## Appendix: Cohesion of monovalent metals from the $k=0$ state

**Conventions.** Energies are in Ry ($e^2=2$, $\hbar^2/2m=1$) and lengths in bohr unless marked. The cell is replaced by a neutral sphere of radius $r_s$ holding one ion and one electron. The zero of energy is a free ion plus an electron at rest.

### Energy per atom

In the cellular method (Wigner and Seitz, 1933) the band bottom $E_0$ is the $s$ level in the bare ion potential with $\psi'(r_s)=0$. For a band $E_0+\alpha k^2$, $\alpha=m/m^*$, filled to $k_F=(9\pi/4)^{1/3}/r_s$,

$$E=E_0+\frac{2.21\,\alpha}{r_s^2}+\frac{1.2}{r_s}-\frac{0.916}{r_s}+\epsilon_c,\qquad E_{\rm coh}=-I-E .$$

The terms after $E_0$ are the mean band energy $\tfrac35\alpha k_F^2$, the electrostatic self-energy of a uniform electron sphere, the exchange energy $-3k_F/2\pi$, and correlation. The free atom enters only through its ionization energy $I$, and $E_{\rm coh}>0$ means binding. We take the Perdew–Zunger (1981) form $\epsilon_c=-0.2846/(1+1.0529\sqrt{r_s}+0.3334\,r_s)$.

For Ashcroft's empty core, $V=0$ for $r<r_c$ and $V=-2/r$ outside, first order means constant $\psi$:

$$E_0=\frac{3}{r_s^3}\int_{r_c}^{r_s}\left(-\frac2r\right)r^2dr=-\frac{3}{r_s}+\frac{3r_c^2}{r_s^3}.$$

A local potential shifts all plane waves equally in this order, so $\alpha=1$. The three $1/r_s$ terms add to $-2.716/r_s$.

### Equilibrium and bulk modulus

We fit $r_c$ so that $dE/dr_s=0$ at the given $r_s$ (primes denote $d/dr_s$):

$$\frac{3r_c^2}{r_s^3}=\frac13\left(\frac{2.716}{r_s}-\frac{4.42\,\alpha}{r_s^2}+r_s\epsilon_c'\right).$$

Substituting back,

$$E_{\rm eq}=-\frac{1.811}{r_s}+\frac{0.737\,\alpha}{r_s^2}+\epsilon_c+\frac{r_s\epsilon_c'}{3},$$

where the coefficients are $\tfrac23(2.716)$ and $\tfrac13(2.21)$. With cell volume $\Omega=4\pi r_s^3/3$, $B=\Omega\,d^2E/d\Omega^2=E''/(12\pi r_s)$ at zero pressure, and eliminating $r_c$ gives

$$B=\frac{1}{12\pi r_s}\left(\frac{5.432}{r_s^3}-\frac{4.42\,\alpha}{r_s^4}+\frac{4\epsilon_c'}{r_s}+\epsilon_c''\right),$$

with $1\ {\rm Ry/bohr^3}=1.471\times10^4$ GPa.

### The next order in $E_0$

Write $\psi=1+\psi_1$, $u=r/r_s$, $x=r_c/r_s$. Then $r^2\,d\psi_1/dr=\int_0^r(V-E_0)\,t^2dt=r_s^2f(u)$, with $f=(1-x^2)u^3$ for $u<x$ and $f=(1-x^2)u^3-u^2+x^2$ for $u>x$. Hence

$$E_0^{(2)}=-3\int_0^1\frac{f^2}{u^2}\,du=-\left(\frac1{10}-\frac{27}{10}x^2+8x^3-\frac{69}{10}x^4+\frac32x^6\right).$$

### Results

The inputs $r_s$ and $I$ are typical values, and $\alpha=1$. All other columns are the model's; $E_0^{(2)}$ is listed but not included in them. Copper, the monovalent wiring metal, is added to show where the model stops. The second decimal of $E$ is kept only for the subtraction.

| | $r_s$ | $I$ (eV) | $r_c$ | $E_0$ (Ry) | $E$ (eV) | $E_{\rm coh}$ (eV) | $B$ (GPa) | $E_0^{(2)}$ (eV) |
|---|---|---|---|---|---|---|---|---|
| Li | 3.25 | 5.39 | 1.32 | −0.772 | −7.44 | 2.0 | 15 | −0.13 |
| Na | 3.93 | 5.14 | 1.72 | −0.617 | −6.34 | 1.2 | 7.6 | −0.15 |
| K | 4.86 | 4.34 | 2.27 | −0.483 | −5.28 | 0.9 | 3.5 | −0.18 |
| Rb | 5.20 | 4.18 | 2.47 | −0.447 | −4.98 | 0.8 | 2.7 | −0.19 |
| Cs | 5.62 | 3.89 | 2.72 | −0.409 | −4.65 | 0.8 | 2.0 | −0.21 |
| Cu | 2.67 | 7.73 | 0.96 | −0.978 | −8.72 | 1.0 | 31 | −0.15 |

For Na the balance reads as follows. $E_0=-8.39$ eV lies 3.25 eV below the atomic level $-I$. Filling the band costs 1.95 eV. Self-energy, exchange and correlation nearly cancel and cost 0.10 eV together, which leaves 1.20 eV. The cancellation is the reason for using the bare ion potential: the exchange-correlation hole removes about one cell's worth of electron charge.

### Trends

**Core radius.** Without correlation the fit gives $x^2=0.302-0.491/r_s$. The ratio $x$ therefore creeps upward with $r_s$, from 0.40 (Li) to 0.48 (Cs) in the full fit. Read in reverse, $r_s$ is a little over twice $r_c$: the core sets the volume.

**Cohesive energy.** $E_{\rm eq}$ is dominated by $-1.811/r_s$. The product $-E\,r_s$ varies little: 1.78, 1.83 and 1.92 Ry bohr for Li, Na and Cs. It grows because the Fermi term in $E\,r_s$ fades as $1/r_s$ while the correlation term gains weight. The atomic product $I\,r_s$ is 1.29, 1.48 and 1.61 for the same metals, so $E_{\rm coh}r_s$ is 0.49, 0.35 and 0.31. From Na to Cs the fall of $E_{\rm coh}$ is mostly the factor $1/r_s$. Li stands apart because its $I$ is small for its density.

**Bulk modulus.** The leading term scales as $r_s^{-4}$, which would give $B_{\rm Li}/B_{\rm Cs}=8.9$. The full ratio is 7.7, mainly because the negative Fermi term weighs most at small $r_s$. Its sign follows from the fit: at fixed volume, more Fermi pressure leaves room for less core pressure, and the core term $r_s^{-3}$ is the stiffer of the two.

### Size of what is left out

$E_{\rm coh}$ of the alkalis is a fifth or so of $|E|$, so small terms matter. $E_0^{(2)}$ at fixed $r_c$ is 0.13 to 0.21 eV, about a quarter of $E_{\rm coh}$ for Rb and Cs. Refitting $r_c$ offsets it in the energy of Na but not in the curvature: with $E_0^{(2)}$ included, $r_c=1.80$, $E_{\rm coh}$ stays at 1.2 eV and $B$ drops to 6.6 GPa. Wigner's interpolation $\epsilon_c=-0.88/(r_s+7.8)$ in the first-order model raises $E_{\rm coh}$ of Na to 1.4 eV. Lowering $\alpha$ to 0.9 raises it by 0.06 eV. Replacing the sphere coefficient $3-1.2=1.8$ by the approximate bcc Ewald value 1.792 lifts $E$ by 0.03 eV at fixed $r_c$. The model thus supports one decimal in $E_{\rm coh}$, does not separate Rb from Cs, and leaves the second figure of $B$ uncertain.

Two rows miss typical behaviour. For Li, typically about 1.6 eV and 12 GPa, the model is high by a quarter to a third in both quantities; Li has no $p$ core states, so $s$ and $p$ waves see different pseudopotentials, which one local core cannot represent. For Cu, typically about 3.5 eV and 140 GPa, the model is low by factors of roughly 3.5 and 4.5, since the filled $3d$ shell hybridizes with the conduction band and overlaps between neighbours, and so cannot be treated as an inert core.